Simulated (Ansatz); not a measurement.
# Range and sign of the Mn–Mn exchange couplings in antiferromagnetic MnCuAs (P4/nmm), PBEsol without U

A spin model of MnCuAs needs a cut-off: the distance beyond which exchange couplings may be dropped without changing the magnetic order. The choice matters because the compound is metallic in this calculation, and couplings in metals can reach far and alternate in sign. The couplings $J$ between Mn moments are calculated here with PBEsol at constrained moments, starting from the antiferromagnetic state. Positive $J$ favours parallel moments, whatever their actual arrangement. The part of each shell in the mean field is counted relative to the antiferromagnetic state, so a positive part supports that state and a negative part works against it.

## Method

One system, MnCuAs (P4/nmm), in the lowest of the collinear states that were tried (antiferromagnetic, 6 atom(s), 2 counted as magnetic, largest moment 3.34 muB), from cells of the Materials Project database (relaxed there by DFT). Ansatz 0.2.0, plane waves with its default PAW datasets, cutoff 420 eV, collinear spins without spin-orbit coupling, Fermi-Dirac smearing of 0.1 eV. The k mesh is 10×10×6 and the sums for the couplings run over 12×12×8. Functional: PBEsol, Dudarev U (eV) none. The couplings are taken at constrained moments: the directions are held and the rest of the density and field relaxes in linear response. The mean-field temperature from all couplings of the first set is 980 K. Shells are pairs of one length, elements and relative sign; shells whose pairs differ much, and those beyond half the range that the mesh resolves, are left out. By the count of bands on its mesh the state is metallic.

Notes on method and selection:

- J is defined by E = -sum over ordered pairs (each pair twice) of J e_i.e_j with unit vectors e, a classical Heisenberg model without biquadratic or multi-spin terms, so J > 0 favours parallel moments and the moment's size is inside J.
- The state is the lowest of a few collinear starts and need not be the true ground state; spin-orbit coupling is left out.
- Far couplings are the most sensitive to the k mesh.
- Couplings at rigid moments can miss in size and sometimes in sign.
- Ansatz's own search for a lower self-consistent state was switched off in the run that gave the couplings, which started from a saved state, but not in all the runs behind the choice of that state.
- Runs whose couplings were flagged as in doubt, moved by over 30 per cent with the upper empty bands, lost their pattern of moments or rest on unlike orbital states are not listed.
- For crystals with 4f or 5f elements only couplings at constrained moments are used, since rigid ones can be several times too large.
- Runs that did not converge, have known faults or may not be shown are not listed, and runs on Ansatz's PAW sets soft_1 and soft_2 are kept to separate tables.

Columns:

- distance (Å): distance of the pair.
- neighbours: such neighbours per magnetic atom.
- pair: elements and relative sign of the two moments in this state.
- J, constrained (meV): mean J of the shell at constrained moments.
- part in mean field (meV): J times neighbours times the relative sign, first set: the shell's part in the mean field that holds this state (negative: it works against the state).

## Data

| member | distance (Å) | neighbours | pair | J, constrained (meV) | part in mean field (meV) |
| --- | --- | --- | --- | --- | --- |
| Mn–Mn at 3.36 Å, opposed | 3.36 | 4 | Mn–Mn, opposed | −17.848 | 71.39 |
| Mn–Mn at 3.70 Å | 3.70 | 4 | Mn–Mn, parallel | 3.425 | 13.70 |
| Mn–Mn at 5.04 Å, opposed | 5.04 | 4 | Mn–Mn, opposed | −4.067 | 16.27 |
| Mn–Mn at 5.23 Å | 5.23 | 4 | Mn–Mn, parallel | 9.624 | 38.50 |
| Mn–Mn at 6.22 Å, opposed | 6.22 | 8 | Mn–Mn, opposed | 0.510 | −4.08 |
| Mn–Mn at 6.41 Å | 6.41 | 2 | Mn–Mn, parallel | −3.627 | −7.25 |
| Mn–Mn at 7.26 Å, opposed | 7.26 | 8 | Mn–Mn, opposed | −0.970 | 7.76 |
| Mn–Mn at 8.12 Å, opposed | 8.12 | 4 | Mn–Mn, opposed | 1.705 | −6.82 |
| Mn–Mn at 8.90 Å, opposed | 8.90 | 4 | Mn–Mn, opposed | −0.925 | 3.70 |
| Mn–Mn at 8.95 Å, opposed | 8.95 | 4 | Mn–Mn, opposed | −0.603 | 2.41 |
| Mn–Mn at 9.66 Å, opposed | 9.66 | 8 | Mn–Mn, opposed | −0.270 | 2.16 |
| Mn–Mn at 9.79 Å | 9.79 | 8 | Mn–Mn, parallel | 0.116 | 0.93 |
| Mn–Mn at 10.33 Å, opposed | 10.33 | 8 | Mn–Mn, opposed | 0.182 | −1.46 |
| Mn–Mn at 10.37 Å, opposed | 10.37 | 8 | Mn–Mn, opposed | −0.036 | 0.29 |

## Why the values move as they do

The strongest coupling is the nearest one, −17.848 meV at 3.36 Å. The decline is uneven: $J$ at 5.23 Å is 9.624 / 3.425 = 2.81 times that at 3.70 Å. From 8.90 Å on, every listed coupling is below 1 meV in size. The four nearest shells all support the order; the first to oppose it lies at 6.22 Å.

The shell at 3.36 Å joins two neighbouring Mn layers. Opposing all four of these neighbours makes each layer ferromagnetic and the two layers antiparallel. The shell at 5.04 Å joins one such double layer to the next and favours the stacking found, against the coupling of −3.627 meV at 6.41 Å, which would reverse every second cell along the tetragonal axis. The shell at 5.23 Å, within a layer, adds the second-largest part, 38.50 meV.

A simple model of sign and decay follows from four assumptions.

1. The moments act weakly on the electrons. To second order, $J_{ij}=C\chi_{ij}$ with $C>0$, where $\chi_{ij}$ is the spin response at site $j$ to a field at site $i$.
2. The electrons respond independently, so $\chi_{ij}\propto-\sum_\omega G_{ij}(i\omega)G_{ji}(i\omega)$, where $G$ is the propagator between the sites.
3. Electrons hop only between the two sublattices, and the band is half filled. The product of propagators is then $-s|G_{ij}|^2$, with $s=+1$ for parallel and $s=-1$ for opposed pairs, so $J$ has the sign of $s$.
4. Propagation is the same in all directions with speed $v$: $|G|^2\propto R^{-2}e^{-2|\omega|R/\hbar v}$. Summing over $\omega$ supplies another factor $1/R$.

The result is $J=sA/R^3$. Smearing and band shape alter the decay, so the exponent is left free:

$$J(R)=s\,A\,R^{-n}.$$

The two parameters are $A$ and $n$.

## Testing the model

The model is fixed on the two nearest opposed shells, at 3.36 and 5.04 Å:

ln(17.848 / 4.067) = 1.479 and ln(5.04 / 3.36) = 0.405, so $n$ = 1.479 / 0.405 = 3.65.

With $A$ expressed through the nearest shell, the size of any other coupling is 17.848 × (3.36 / $R$)^3.65 meV, and its sign is that of $s$.

- **3.70 Å, parallel:** (3.36 / 3.70)^3.65 = 0.70, and 17.848 × 0.70 = 12.5 meV. The table has 3.425 meV, so the sign is right and the size is far too large.
- **5.23 Å, parallel:** (3.36 / 5.23)^3.65 = 0.20, and 17.848 × 0.20 = 3.6 meV. The table has 9.624 meV, again with the right sign, but now the model is too small.
- **7.26 Å, opposed:** (3.36 / 7.26)^3.65 = 0.060, and 17.848 × 0.060 = 1.07 meV, hence −1.07 meV. The table has −0.970 meV, a close match.
- **8.12 Å, opposed:** (3.36 / 8.12)^3.65 = 0.040, and 17.848 × 0.040 = 0.71 meV, hence −0.71 meV. The table has 1.705 meV, with the opposite sign.

Over the twelve shells not used to fix the model, the mean absolute miss is about 2.3 meV, while the mean of those twelve couplings misses by about 2.1 meV. As a predictor of signed couplings the model therefore does no better than the mean. For sizes alone it does somewhat better: the typical miss is a factor of roughly 2.3, against roughly 3.5 about the geometric mean. It gives the rough decay of the couplings and no reliable value for a single shell.

## Departures from the trend

The sign fails in four of the fourteen shells, at 6.22, 6.41, 8.12 and 10.33 Å. The clearest case is 6.41 Å, where the model gives about +1.7 meV and the table −3.627 meV. Half filling with hopping only between sublattices forbids such reversals. MnCuAs probably departs from that picture in two ways: As and Cu states can also carry electrons between Mn sites, and Mn moments as large as 3.34 μB should act strongly on the electrons, against assumption 1.

The largest misses in size have the right sign: the table is about 9 meV below the model at 3.70 Å and about 6 meV above it at 5.23 Å. Both pairs lie within one layer, so a decay that depends on distance alone fails even there. An antiferromagnetic contribution through As could lower the coupling at 3.70 Å, but it would not explain the excess at 5.23 Å.

## Conclusions and limits

The shell at 3.36 Å decides the order within a double layer, and the one at 5.04 Å is the main support for its stacking. A cut-off just beyond 5.23 Å leaves the order unchanged, since the order satisfies all four couplings that are kept. The strength of the mean field is less well preserved.

With $k_BT=\tfrac{2}{3}\sum zsJ$, $z$ neighbours per shell and $k_B$ = 0.08617 meV/K, 980 K requires a sum of 1.5 × 0.08617 × 980 = 126.7 meV. The four nearest shells alone give 71.39 + 13.70 + 16.27 + 38.50 = 139.86 meV, so this cut-off overstates the mean-field temperature by about 10 per cent. Most of that difference comes from shells left out of the table, since the listed parts beyond 5.23 Å nearly cancel. Spin fluctuations, absent from mean-field theory, typically lower the ordering temperature by some tens of per cent.
